The quantity is a vertical gap: the energy of the triplet cation of linear Al–Al–H minus that of the doublet neutral, with the atoms held fixed. The best estimate, from CCSDT(Q), is 7.370 eV. Each error in the table is the gap at one level less this reference in the same basis and with the same frozen cores, so a negative value means a gap that is too small. The noise is one standard error of the sampling.

The orders of magnitude are worth remembering. Hartree–Fock (HF) misses the gap by about 1 eV, MP2 by 0.2 eV and CCSD by 0.04 eV, while CCSD(T) comes within 0.01 eV.

Vertical gap between neutral Al2H (doublet) and its cation (triplet) at a fixed PBE0/def2-TZVP geometry, computed with Ansatz 0.2.0 and afq 1 (in-house AFQMC program). All levels use the aug-cc-pVDZ basis, UHF determinants for both states and frozen Al cores. ph-AFQMC/CISD is phaseless AFQMC with a CISD trial; released AFQMC lets the phaseless constraint go.

| level | this level less the reference (CCSDT(Q), same basis) (meV) | statistical noise, one standard error (meV) |
| --- | --- | --- |
| HF | -921.0 | 0.000 |
| MP2 | -219.0 | 0.000 |
| CCSD | -42.0 | 0.000 |
| CCSD(T) | -6.0 | 0.000 |
| CCSDT | -3.0 | 0.000 |
| ph-AFQMC/CISD | 5.0 | 5.000 |
| released AFQMC | 7.0 | 4.000 |

**Why HF fails.** The neutral has seven valence electrons: three σ pairs and one unpaired π electron, or four spins up and three down. The triplet cation has four up and two down, so a down electron has left and one pair is broken. Electrons of opposite spin avoid each other in a way that HF leaves out, and this correlation lowers the energy of the neutral more than that of the cation. HF therefore places the two states too close together. If the unpaired π electron left instead, giving a singlet cation, no pair would break and theory would lead us to expect a smaller HF error.

**An estimate by counting.** Suppose that all the correlation energy sits in three equal pairs and that ionisation removes one of them. The neutral's correlation energy, taken as HF less CCSDT(Q), is 3.755 eV in size, and a third of it is 1.25 eV. The computed HF error is 0.92 eV, so the count, which has no fitted constant, gives the right sign and order but is about a third too large. That is no surprise, since the pairs are not alike and electrons of different pairs also correlate.

**What each rung adds.** MP2 treats the avoidance to second order only and removes 76% of the HF error. Second order often recovers too little for s pairs that mix with nearby empty p orbitals, as those of aluminium can; this may be the reason here, though it was not tested separately. It is no general rule, since a very small gap between filled and empty orbitals can make MP2 overshoot instead. Part of the HF and MP2 errors may also belong to the starting determinant, because the HF solution used for the neutral is not the lowest one. CCSD lets the pair excitations act on one another and brings the share to 95%. The approximate triple excitations of CCSD(T) then shift the gap by another 36 meV, and treating triples in full, as CCSDT does, changes it by only 3 meV more.

**Why the gap is easier than the energies.** The CCSD(T) total energy lies 53 meV above the reference for the neutral and 47 meV above it for the cation. Most of this error is common to both states and cancels, leaving 6 meV in the gap. The small error is thus a property of the difference, not of each energy. A reaction that rearranges the bonds more deeply may cancel less well.

**Which level for which purpose.** For a gap good to 0.1 eV, CCSD is enough within this basis, and MP2 is not. For 1 kcal/mol, which is 43 meV, CCSD lands almost exactly on the limit and leaves no margin, so CCSD(T) is the sensible choice. These errors do not contain the error of the basis itself. In a double-zeta basis that error is expected to be well above the 6 meV that CCSD(T) leaves here, though it was not computed.

**What it costs.** By formal scaling, doubling the size of the system multiplies the work by 32 for MP2, 64 for CCSD, 128 for CCSD(T) and 256 for CCSDT. The step from CCSD to CCSD(T) is well spent here, since it cuts the error from 42 to 6 meV. The step to CCSDT buys 3 meV. The same effort is likely to do more good in a larger basis, and then in a test of correlating the aluminium cores, both with CCSD(T); neither was tried here.

**Where AFQMC stands.** The phaseless walk with a CISD trial is off by 5 ± 5 meV and the released walk by 7 ± 4 meV, so neither is clearly distinct from the reference or from the other. This agreement is a weak test, because the reference was accepted only after it had roughly matched the released walk. The neutral's released energy was also still falling at its last point. Noise shrinks with the square root of the number of samples, so bringing 5 meV down to 1 meV takes 25 times as many, and the bias of the phaseless constraint would remain.

**Check the spin first.** The calculations found a state of another spin lying lower, so 7.370 eV is the gap between the two chosen states and should not be read as the lowest ionisation energy. The lower state is probably the singlet cation: in PBE the neutral's highest filled spin-up level lies about 0.9 eV above its highest filled spin-down level, which suggests that the unpaired electron is the easier one to remove. No rung of the ladder repairs a wrong choice of state. Comparing the spin states of both neutral and cation should come before any step beyond CCSD(T).
